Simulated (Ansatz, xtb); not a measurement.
# Two isomers of CH6BClGe

Structure X: `B[CH2][GeH2][Cl]`, a singlet. Structure Y: `C[B](Cl)[GeH3]`, a singlet. Both are isolated molecules in the gas phase, relaxed with B3LYP/6-31G*, each in the lowest conformer that the search found.

X (Å):

```yaml
atoms:
  - { symbol: C, position_ang: [-1.0222, -0.5363, 0.3625] }
  - { symbol: B, position_ang: [-0.3988, 0.5346, 1.2896] }
  - { symbol: Cl, position_ang: [-0.4797, -3.2247, -1.5721] }
  - { symbol: Ge, position_ang: [0.4465, -1.7200, -0.2686] }
  - { symbol: H, position_ang: [-0.2746, 0.3293, 2.4626] }
  - { symbol: H, position_ang: [-1.4587, -0.1498, -0.5646] }
  - { symbol: H, position_ang: [0.0250, 1.5601, 0.8398] }
  - { symbol: H, position_ang: [-1.7177, -1.2257, 0.8529] }
  - { symbol: H, position_ang: [1.4814, -0.9816, -1.1431] }
  - { symbol: H, position_ang: [1.1195, -2.5077, 0.8750] }
```

Y (Å):

```xyz
10

C    -1.1098   -0.8186   -0.5385
B     0.2785   -0.7152    0.1712
Cl    1.7235   -1.3785   -0.6162
Ge    0.5594    0.1861    2.0318
H    -1.8593   -1.2457    0.1431
H    -1.1078   -1.3920   -1.4709
H    -1.4735    0.1977   -0.7574
H     1.0413   -0.8584    3.0697
H    -0.7383    0.8284    2.5840
H     1.6431    1.2894    1.9610
```

**Question.** Estimate E(Y) − E(X) at the level CCSD(T)/def2-SVP + ΔMP2/def2-TZVPP.

**Answer.** Calculated at CCSD(T)/def2-SVP + ΔMP2/def2-TZVPP: E(Y) − E(X) = −4.1 kcal/mol, so structure Y lies lower.

How the difference moves with the method:

| level | geometry | E(Y) − E(X) (kcal/mol) | departure from the last row (kcal/mol) | job, with rough time for the two |
| --- | --- | --- | --- | --- |
| GFN2-xTB | GFN2-xTB | +10.4 | +14.5 | optimisation, 0.34 s |
| HF/STO-3G | GFN2-xTB | +5.9 | +9.9 | single point, 0.98 s |
| r2SCAN-D4/def2-SVP | GFN2-xTB | −7.2 | −3.1 | single point, 8.4 s |
| B3LYP/6-31G* | B3LYP/6-31G* | −5.0 | −0.9 | optimisation, 5.4 min |
| HF/def2-SVP | B3LYP/6-31G* | −2.6 | +1.5 | part of the CCSD(T) run |
| MP2/def2-SVP | B3LYP/6-31G* | −7.5 | −3.4 | part of the CCSD(T) run |
| CCSD(T)/def2-SVP | B3LYP/6-31G* | −8.7 | −4.6 | single point |
| CCSD(T)/def2-SVP + ΔMP2/def2-TZVPP | B3LYP/6-31G* | −4.1 |  | single point, 63 s |

As drawn, Y has 1 B–Cl, 1 B–Ge, 1 C–H, 1 Ge–H in place of 1 C–Ge, 1 Cl–Ge, 2 B–H.

GFN2-xTB, HF/STO-3G put the two in the other order. The largest departure from CCSD(T)/def2-SVP + ΔMP2/def2-TZVPP is that of GFN2-xTB, 14.5 kcal/mol. The last row adds to CCSD(T) the change of the MP2 difference between the two basis sets, here +4.6 kcal/mol, a large step that makes the value less sure.

With harmonic frequencies from B3LYP/6-31G* (ideal gas, rigid rotor, one conformer each, 298.15 K, 1 atm): on the last row, ΔE + ΔZPE = −4.5 kcal/mol. A mode under 50 cm⁻¹ makes harmonic enthalpies and free energies unreliable, so none is given.

The correlated steps freeze 16 core orbitals; the filled d shell of Ge is correlated, in a basis made for valence electrons. Run with Ansatz 0.2.0, xtb 6.7.1; the last row on 1 thread of Arm Neoverse V1 on a shared host.

Y, the chloroborane with a germyl group on boron, is favoured modestly over X, and zero-point energy doesn't alter the order. The preference probably comes largely from moving chlorine from germanium to boron. The B–Cl bond is strong and polar, and a chlorine lone pair can donate into the empty boron p orbital. Against this, Y gives up a C–Ge bond for a generally weaker B–Ge bond, and Ge–Cl is itself strong, so the net difference is small.

X also has some compensation for its electron-poor boron: its C–Ge bond lies nearly perpendicular to the BH2 plane, well placed for hyperconjugation into the empty p orbital. Hartree–Fock in the def2-SVP basis already favours Y, so correlation strengthens the preference there rather than creating it. The closeness of B3LYP to the final value may owe something to cancellation between functional and basis errors. The energy difference alone says nothing about the barrier to interconversion.
